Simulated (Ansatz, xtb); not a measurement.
# C2H10GeN2: which of two isomers lies lower

Structure I is `C[NH][GeH2][NH]C`, a singlet and structure II is `C[N](C)[GeH2][NH2]`, a singlet. Both are isolated molecules in the gas phase, relaxed with B3LYP-D3(BJ)/def2-SVP, each in the lowest conformer that the search found.

Q: Estimate which is lower in electronic energy at CCSD(T)/def2-SVP + ΔMP2/def2-TZVPP, and by roughly how much.

A: The CCSD(T)/def2-SVP + ΔMP2/def2-TZVPP calculation puts structure II lower, by 3.4 kcal/mol.

How the difference moves with the method:

```tsv
level	geometry	E(II) − E(I) (kcal/mol)	departure from the last row (kcal/mol)	job, with rough time for the two
GFN2-xTB	GFN2-xTB	−3.7	−0.2	optimisation, 0.26 s
HF/STO-3G	GFN2-xTB	−0.6	+2.9	single point, 0.4 s
r2SCAN-D4/def2-SVP	GFN2-xTB	−3.2	+0.2	single point, 4.1 s
B3LYP-D3(BJ)/def2-SVP	B3LYP-D3(BJ)/def2-SVP	−2.8	+0.7	optimisation, 36 s
HF/def2-SVP	B3LYP-D3(BJ)/def2-SVP	−1.5	+1.9	part of the CCSD(T) run
MP2/def2-SVP	B3LYP-D3(BJ)/def2-SVP	−3.5	−0.1	part of the CCSD(T) run
CCSD(T)/def2-SVP	B3LYP-D3(BJ)/def2-SVP	−3.2	+0.2	single point
CCSD(T)/def2-SVP + ΔMP2/def2-TZVPP	B3LYP-D3(BJ)/def2-SVP	−3.4		single point, 73 s
```

As drawn, both hold the same kinds of bond in the same numbers.

None of the levels shown reverses the order. The largest departure from CCSD(T)/def2-SVP + ΔMP2/def2-TZVPP is that of HF/STO-3G, 2.9 kcal/mol. The last row adds to CCSD(T) the change of the MP2 difference between the two basis sets, here −0.2 kcal/mol.

With thermal terms from frequencies at re-optimised GFN2-xTB minima (ideal gas, soft modes damped towards free rotors, one conformer each, 298.15 K, 1 atm): on the last row, ΔE + ΔZPE = −3.9, ΔH = −3.9, ΔG = −3.5 kcal/mol.

The correlated steps freeze 13 core orbitals; the filled d shell of Ge is correlated, in a basis made for valence electrons. Run with Ansatz 0.2.0, xtb 6.7.1; the last row on 4 threads of Arm Neoverse V1 on a shared host.

The dimethylamido isomer II is modestly but consistently favoured over the bis(methylamido) isomer I. Since the bond types balance, the preference must come from how the substituents are distributed: II gathers both methyl groups on one nitrogen and leaves the other as NH2, whereas I has one methyl on each. The same redistribution is favourable in simple amines, where methylamine lies above dimethylamine plus ammonia, so germanium need not be the source of the preference.

Electron correlation supplies a large part of it. At the same geometries and in the same basis, the difference grows from −1.5 kcal/mol with Hartree–Fock to −3.2 with CCSD(T). This suggests that medium-range attraction across the C–N–C unit outweighs the crowding of the two methyl groups, although a total energy difference cannot separate this from changes in nitrogen lone-pair delocalisation. Vibrational and thermal terms leave the order intact. The result concerns thermodynamic preference only: converting I into II requires moving a methyl group between nitrogens, and the barrier to that is not addressed.
